# Exchange hole of a determinant and the cost of integrating it: triplet 1s2s Li$^+$

Hartree atomic units. Collinear spin. $\gamma_\sigma(\mathbf r,\mathbf r')=\sum_i^{\rm occ}\phi_{i\sigma}(\mathbf r)\phi^*_{i\sigma}(\mathbf r')$, $n_\sigma(\mathbf r)=\gamma_\sigma(\mathbf r,\mathbf r)$, $n=n_\uparrow+n_\downarrow$, $\zeta=(n_\uparrow-n_\downarrow)/n$.

## 1. The hole

The pair density, normalised to $N(N-1)$, of a determinant of orthonormal spin orbitals is a direct term minus an exchange term, summed over all orbital pairs. The exchange term carries the overlap of two spin functions and survives only for equal spin:
$$P(\mathbf r,\mathbf r')=n(\mathbf r)n(\mathbf r')-\sum_\sigma|\gamma_\sigma(\mathbf r,\mathbf r')|^2 .$$
Define the hole by $P=n(\mathbf r)\,[\,n(\mathbf r')+n_x(\mathbf r,\mathbf r')\,]$. Then
$$n_x(\mathbf r,\mathbf r')=-\frac{\sum_\sigma|\gamma_\sigma(\mathbf r,\mathbf r')|^2}{n(\mathbf r)}\le 0,\qquad E_x=\frac12\iint\frac{n(\mathbf r)\,n_x(\mathbf r,\mathbf r')}{|\mathbf r-\mathbf r'|}\,d^3r\,d^3r' .$$

- **Sum rule.** Orthonormality gives $\int|\gamma_\sigma|^2d^3r'=n_\sigma(\mathbf r)$, so $\int n_x\,d^3r'=-1$.
- **On-top value.** With $n_\sigma=n(1\pm\zeta)/2$: $n_x(\mathbf r,\mathbf r)=-(n_\uparrow^2+n_\downarrow^2)/n=-n(1+\zeta^2)/2$.
- **Unitary invariance.** For $\phi'_a=\sum_iU_{ai}\phi_i$ among occupied orbitals of one spin, $U^\dagger U=1$ leaves $\gamma_\sigma$, and so $n_x$, unchanged.
- **Spin scaling.** Doubly occupying the $\sigma$ orbitals gives an unpolarised system of density $2n_\sigma$ with hole $-|\gamma_\sigma|^2/n_\sigma$. Hence $n_x=\sum_\sigma(n_\sigma/n)\,n_x[2n_\sigma]$ and $E_x[n_\uparrow,n_\downarrow]=\tfrac12E_x[2n_\uparrow]+\tfrac12E_x[2n_\downarrow]$.

In the $M_S=1$ triplet $\zeta=1$ and $n_x(\mathbf r,\mathbf r)=-n(\mathbf r)$. The spatial wave function is antisymmetric at every coupling strength of the adiabatic connection, so $P(\mathbf r,\mathbf r)=0$ throughout and correlation adds nothing on top.

## 2. Solvable model

Assume unscreened hydrogenic 1s and 2s orbitals of charge $Z$, both spin up ($Z=3$ for Li$^+$). With $x=Zr$ and $\phi_i=Z^{3/2}u_i(x)/(x\sqrt{4\pi})$,
$$u_1=2xe^{-x},\qquad u_2=\tfrac{1}{\sqrt2}\,x\,(1-\tfrac x2)\,e^{-x/2},\qquad G(x,y)=u_1(x)u_1(y)+u_2(x)u_2(y).$$
Then $\gamma_\uparrow=Z^3G/(4\pi xy)$ and $n=Z^3\nu/4\pi$ with $\nu=4e^{-2x}+\tfrac12(1-x/2)^2e^{-x}$. At the nucleus the model's on-top hole is $-9Z^3/8\pi=-9.67$ bohr$^{-3}$. At the 2s node, $x=2$, the hole is $-|\phi_{1s}(\mathbf r')|^2$, centred on the nucleus and not on the electron.

Since $\gamma_\uparrow$ depends only on the radii, the angular average $\langle|\mathbf r-\mathbf r'|^{-1}\rangle=Z/\max(x,y)$ gives
$$E_x=-\frac Z2\,I,\qquad I=\int_0^\infty\!\!\int_0^\infty\frac{G(x,y)^2}{\max(x,y)}\,dx\,dy .$$

**Exact value.** Put $x=Xe^{\tau/2}$, $y=Xe^{-\tau/2}$, $c=\cosh(\tau/2)$. Then $xy=X^2$, $x+y=2cX$, $dx\,dy=X\,dX\,d\tau$, $\max(x,y)=Xe^{|\tau|/2}$, and
$$I=2\int_0^\infty e^{-\tau/2}A(\tau)\,d\tau,\qquad A(\tau)=\int_0^\infty X^4\Big[4e^{-2cX}+\tfrac12\big(1-cX+\tfrac{X^2}{4}\big)e^{-cX}\Big]^2dX .$$
Term by term,
$$A=\underbrace{\tfrac38c^{-5}}_{1s1s}+\underbrace{\tfrac{80}{243}c^{-7}-\tfrac{64}{243}c^{-5}}_{\rm cross}+\underbrace{\tfrac{21}{32}c^{-5}-\tfrac{225}{128}c^{-7}+\tfrac{315}{256}c^{-9}}_{2s2s}.$$
With $v=\tau/2$ and $e^{-v}=\cosh v-\sinh v$, the integrals $\int_0^\infty e^{-v}\,{\rm sech}^p v\,dv$ are $\tfrac5{12},\tfrac{11}{30},\tfrac{93}{280}$ for $p=5,7,9$, and $I$ is four times their weighted sum:
$$I=\tfrac58+\tfrac{32}{729}+\tfrac{77}{512}=0.819286 .$$
The parts are $J_{11}/Z$, $2K_{12}/Z$ and $J_{22}/Z$. The model's exchange energy is $E_x=-0.409643\,Z=-1.22893$ Ha at $Z=3$. Every deviation below is $\delta=E/E_x-1$ against this number; $\delta$ does not depend on $Z$, and $\delta>0$ means too negative an energy.

**Model versus ion.** With $J_{12}=17Z/81$ the model's total energy is $-\tfrac58Z^2+\tfrac{137}{729}Z=-5.0612$ Ha. Typical values for the ion are about $-5.11$ Ha for this state and about 1.9 eV for the 1s2s singlet–triplet gap. The model lies 0.05 Ha too high, 4 % of $|E_x|$, and its gap $2K_{12}=3.6$ eV is too large by nearly a factor of two, because the real 2s orbital is screened and diffuse. As a rough estimate, charge 2 in $J_{22}$ and a halved $K_{12}$ lower $|E_x|$ by 9 %. Small $\delta$ below means an accurate integral of this determinant, not an accurate Li$^+$.

## 3. Routes and their work

Grid: $x_k=e^{t_k}$, $t_k=-6.5+kh$, $k=0,\dots,M-1$, up to $t=3.5$, so $M=10/h+1$; weights $w_k=hx_k$. The window drops less than $2\times10^{-8}$ of $I$. Given: $v_{ik}=\sqrt{w_k}\,u_i(x_k)$ for $N$ real orbitals of one spin, and $1/x_k$. Work $W$ counts multiplications; additions and doublings are not counted. A cube root is assumed to cost $\kappa=10$ multiplications.

**A. Hole route.** Build $G_{kl}=\sum_iv_{ik}v_{il}$ and sum
$$I_h=\sum_k\frac1{x_k}\Big[d\,G_{kk}^2+2\sum_{l<k}G_{kl}^2\Big].$$
The plain trapezoid rule has $d=1$. Each of the $M(M+1)/2$ point pairs takes $N$ products and a square; each row takes $1/x_k$ and $d$:
$$W_A=\tfrac12(N+1)M(M+1)+2M .$$
Memory beyond the $NM$ inputs is $O(1)$ if rows are summed at once and $M(M+1)/2$ numbers if the hole is kept (231 at $M=21$, 3321 at $M=81$). Only A delivers $n_x$ itself.

**B. Pair route.** Since $G_{kl}^2=\sum_{ij}q^{ij}_kq^{ij}_l$ with $q^{ij}_k=v_{ik}v_{jk}$, the inner sum is $\sum_{ij}q^{ij}_kQ^{ij}_k$ with running sums $Q^{ij}_k=\sum_{l<k}q^{ij}_l$. This is a radial Poisson solve for each orbital pair. It is a rearrangement and returns the same $I_h$ as A. Two products per pair $i\le j$ and point, plus the square of $G_{kk}=\sum_iq^{ii}_k$, $d$ and $1/x_k$:
$$W_B=[N(N+1)+3]\,M,$$
with $N(N+1)/2$ accumulators. For $d=1$ subtract $M$ from $W_A$ and $W_B$. The leading terms are equal at $M+1=2N$: B wins for few orbitals on many points, A in the opposite case.

**L. Local model holes.** Keep negativity, the on-top value and the sum rule, and replace the shape by a function of $u=|\mathbf r-\mathbf r'|$ and the local $n$ (here $\zeta=1$).

- LSDA: polarised uniform gas, $n_x=-n\,[3j_1(k_Fu)/k_Fu]^2$, $k_F^3=6\pi^2n$. The energy density is $2\pi n\int u\,n_x\,du$. With $\int_0^\infty j_1^2(y)\,dy/y=\tfrac14$ it is $-\tfrac{9\pi}2n^2/k_F^2=-Cn^{4/3}$, $C=\tfrac34(6/\pi)^{1/3}=0.9305$.
- Gaussian: $n_x=-n\exp(-\pi n^{2/3}u^2)$, width fixed by the sum rule, gives $C=1$. It overbinds the uniform gas by 7.5 %.

Depth and normalisation fix the power $4/3$; the shape fixes only $C$. On the grid,
$$E=-ZC(4\pi h)^{-1/3}\sum_kG_{kk}^{4/3}/x_k,\qquad W_L=(N+2+\kappa)M,$$
with $O(1)$ extra memory.

**Without spherical symmetry**, on $P$ points: A needs about $NP^2/2$ products, B needs $N(N+1)/2$ Poisson solves of $O(P\log P)$ each by FFT, L needs about $NP$. For $P\propto N$ these grow as $N^3$, $N^3\log N$ and $N^2$.

## 4. How the deviation falls

**A and B.** Order the double sum by $\tau=mh$. Along each line of fixed $m$ the summand is smooth in $\ln X$ and decays at both ends. Poisson summation leaves aliasing terms proportional to $|\Gamma(p+2\pi i/h)|$, that is $e^{-\pi^2/h}$ times a power of $1/h$. Dropping them,
$$I_h\big|_{d=1}=h\sum_{m=-\infty}^{\infty}f(|m|h),\qquad f(\tau)=e^{-\tau/2}A(\tau).$$
The kink of $1/\max(x,y)$ at $\tau=0$ acts as an endpoint on both sides. Euler–Maclaurin gives
$$I_h-I=-\tfrac{h^2}{6}f'(0)+\tfrac{h^4}{360}f'''(0)+O(h^6),\quad f'(0)=-\tfrac12A_0,\quad f'''(0)=-\tfrac18A_0-\tfrac32A_2,$$
where $A$ is even in $\tau$, $A_0=A(0)$ and $A_2=A''(0)$. From $c^{-p}=1-p\tau^2/8+\dots$: $A_0=35443/62208=0.56975$ and $A_2=-1.2284$. So
$$\delta=c_2h^2+c_4h^4+\dots,\qquad c_2=\frac{A_0}{12I}=0.05795,\qquad c_4=-\frac{A_0/8+3A_2/2}{360\,I}=0.00601 .$$

The leading coefficient is the on-top value. On the diagonal $G(x,x)=x^2\nu$, so
$$A_0=\int G(x,x)^2dx=-\frac{(4\pi)^2}{Z^6}\int x^4\,n(\mathbf r)\,n_x(\mathbf r,\mathbf r)\,dx .$$
Negativity of the hole fixes the sign: the plain rule overbinds. The diagonal part of the sum is $\sum_kG_{kk}^2/x_k=h\cdot h\sum_kx_kG(x_k,x_k)^2\simeq hA_0$. Subtracting $h^2A_0/12$ therefore means
$$d=1-h/12 ,$$
one multiplication per point, after which $\delta\simeq c_4h^4$. The next term needs $A_2$, a second derivative of $G^2$ across the diagonal, the radial analogue of the hole curvature used in meta-GGAs. On a uniform three-dimensional grid the cell at $u=0$ has volume $h^3$ and kernel of size $1/h$, so the leading defect is again $h^2$ times an integral of $n\,n_x(\mathbf r,\mathbf r)$.

For a target $|\delta|=\epsilon$, $M\simeq10(c_2/\epsilon)^{1/2}$ for the plain rule and $10(c_4/\epsilon)^{1/4}$ with the on-top weight:

| route | $W(\epsilon)$, $d=1$ | $W(\epsilon)$, $d=1-h/12$ |
|---|---|---|
| A | $\epsilon^{-1}$ | $\epsilon^{-1/2}$ |
| B | $\epsilon^{-1/2}$ | $\epsilon^{-1/4}$ |

**L.** The integrand $x^3\nu^{4/3}$ has no kink on the real $t$ axis. Its nearest branch points are the zeros of $\nu$, $x=2[1+W_0(\pm i\sqrt8/e)]$ with the Lambert function $W_0$, at ${\rm Im}\,t=\pm0.40$. The quadrature part falls as $e^{-2.5/h}$. The model part does not fall at all. Numerically $\int x^2\nu^{4/3}dx=0.8974$, so $\int n^{4/3}d^3r=(4\pi)^{-1/3}\,0.8974\,Z=0.3860\,Z$. The floors are

- LSDA: $E=-0.3592\,Z=-1.08$ Ha, $\delta=-12.3$ %;
- Gaussian: $E=-0.3860\,Z=-1.16$ Ha, $\delta=-5.8$ %.

Both underbind. The Gaussian is closer on this determinant only because its larger $C$ points the right way, and it pays for that on the uniform gas.

## 5. Computed deviations

Direct evaluation of the grid sums:

| $h$ | $M$ | A, B, $d=1$ | A, B, $d=1-h/12$ | LSDA | Gaussian |
|---|---|---|---|---|---|
| 1 | 11 | $9.20\times10^{-2}$ | $3.30\times10^{-2}$ | $-11$ % | $-4.3$ % |
| 0.5 | 21 | $1.48\times10^{-2}$ | $3.82\times10^{-4}$ | $-12$ % | $-5.8$ % |
| 0.25 | 41 | $3.65\times10^{-3}$ | $2.39\times10^{-5}$ | $-12$ % | $-5.8$ % |
| 0.125 | 81 | $9.07\times10^{-4}$ | $1.46\times10^{-6}$ | $-12$ % | $-5.8$ % |

- The last halving of $h$ gains factors 4 and 16, as derived.
- At $h=0.5$, $c_4h^4=3.75\times10^{-4}$ is near the tabulated value; the $h^6$ term and aliasing partly cancel there.
- At $h=1$ the power law fails: $c_4$ alone gives 0.6 % against 3.3 %. The weight still helps.
- The local entries at $h=1$ look better than their floors because the quadrature defect has the opposite sign. This is a cancellation and not a gain.

## 6. Computed work

One ion has $N=2$. To see the growth with $N$, take $K$ non-overlapping copies, all spins up, $N=2K$, with occupied orbitals that are arbitrary real orthogonal mixtures over all centres, each centre on its own radial grid. By invariance $G$ is block diagonal and each block is the one-ion $G$. Terms between centres vanish in the sum over $ij$ and are skipped. The formulas of section 3 then hold per ion with $N=2K$, and every $\delta$ is unchanged.

Invariance also offers a variant of B. **C:** each block has rank 2, and B needs only some factorisation $G_{kl}=\sum_a\ell_{ak}\ell_{al}$. A pivoted Cholesky factorisation supplies it: diagonal ($NM$), two columns of $G$ ($2NM$), two scalings, one diagonal update and one column update ($4M$). B with two vectors adds $9M$:
$$W_C=(3N+13)M,\qquad\text{memory }3M .$$
C requires knowing the blocks and their rank. For one ion it has nothing to remove.

Multiplications per ion, A, B and C with the on-top weight:

| $M$ | A, $N=2$ | B, $N=2$ | L, $N=2$ | A, $N=100$ | B, $N=100$ | C, $N=100$ | L, $N=100$ |
|---|---|---|---|---|---|---|---|
| 11 | 220 | 99 | 154 | 6688 | 111133 | 3443 | 1232 |
| 21 | 735 | 189 | 294 | 23373 | 212163 | 6573 | 2352 |
| 41 | 2665 | 369 | 574 | 87043 | 414223 | 12833 | 4592 |
| 81 | 10125 | 729 | 1134 | 335583 | 818343 | 25353 | 9072 |

At $N=100$ B holds 5050 accumulators, and A is cheaper than B on all four grids because $M+1<200$.

## 7. Cheapest choice for a stated accuracy

Choices are limited to the four grids; "w" marks the on-top weight.

| target $\lvert\delta\rvert$ | one ion | $W$ | 50 ions, per ion | $W$ |
|---|---|---|---|---|
| 0.15 | B plain, $h=1$ | 88 | L, $h=1$ | 1232 |
| 0.04 | B w, $h=1$ | 99 | C w, $h=1$ | 3443 |
| $10^{-3}$ | B w, $h=0.5$ | 189 | C w, $h=0.5$ | 6573 |
| $10^{-4}$ | B w, $h=0.25$ | 369 | C w, $h=0.25$ | 12833 |
| $10^{-5}$ | B w, $h=0.125$ | 729 | C w, $h=0.125$ | 25353 |

- $\delta=10^{-3}$ is 1.2 mHa in the model's $E_x$ at $Z=3$; the choice made there reaches 0.47 mHa.
- Without the weight, $10^{-3}$ needs $M=81$: 648 multiplications by B (3.4 times the choice) or 10044 by A (53 times). For $10^{-4}$ the plain rule needs $M=242$, or 1936 by B, 5.2 times the choice.
- For one ion L is dominated. $W_B-W_L=(N^2+1-\kappa)M$ is negative at $N=2$ for $\kappa>5$. For smaller $\kappa$ L is cheaper on equal grids, by less than a factor $9/4$, and remains less accurate than B w.
- For 50 ions L is 2.8 times cheaper than C on the same grid. The ratio tends to 3 at large $N$, independent of $\kappa$. Against A the ratio tends to $(M+1)/2$, and against B it grows as $N$.
- At $M=21$, $N=100$, A costs 3.6 times and B 32 times as much as C for the identical number. If no low-rank factorisation is at hand, take A.

## 8. Best choice inside a budget

| budget per ion | system | best choice | $\delta$ |
|---|---|---|---|
| 100 | one ion | B w, $h=1$ | $3.30\times10^{-2}$ |
| 200 | one ion | B w, $h=0.5$ | $3.82\times10^{-4}$ |
| 400 | one ion | B w, $h=0.25$ | $2.39\times10^{-5}$ |
| 2000 | 50 ions | L Gaussian, $h=1$ | $-4.3$ %, floor $-5.8$ % |
| 5000 | 50 ions | C w, $h=1$ | $3.30\times10^{-2}$ |
| 10000 | 50 ions | C w, $h=0.5$ | $3.82\times10^{-4}$ |
| 30000 | 50 ions | C w, $h=0.125$ | $1.46\times10^{-6}$ |

With 30000, A affords $h=0.5$ and $3.82\times10^{-4}$, and B affords no grid. With 5000, L affords $h=0.25$ and gains nothing over $h=0.5$: work spent on a model hole beyond its quadrature convergence is wasted. If the hole itself is wanted, A is forced, and a memory cap of 1000 numbers per ion for the stored triangle admits $M=41$ (861 numbers) but not $M=81$.

The orbital model shifts $|E_x|$ by an estimated 9 % and the total energy by 0.05 Ha. For the ion, as opposed to the fixed determinant, effort beyond B w at $h=0.5$ belongs to relaxing the orbitals. The 12.3 % floor of the LSDA hole is of the same order as that shift, and no grid removes it.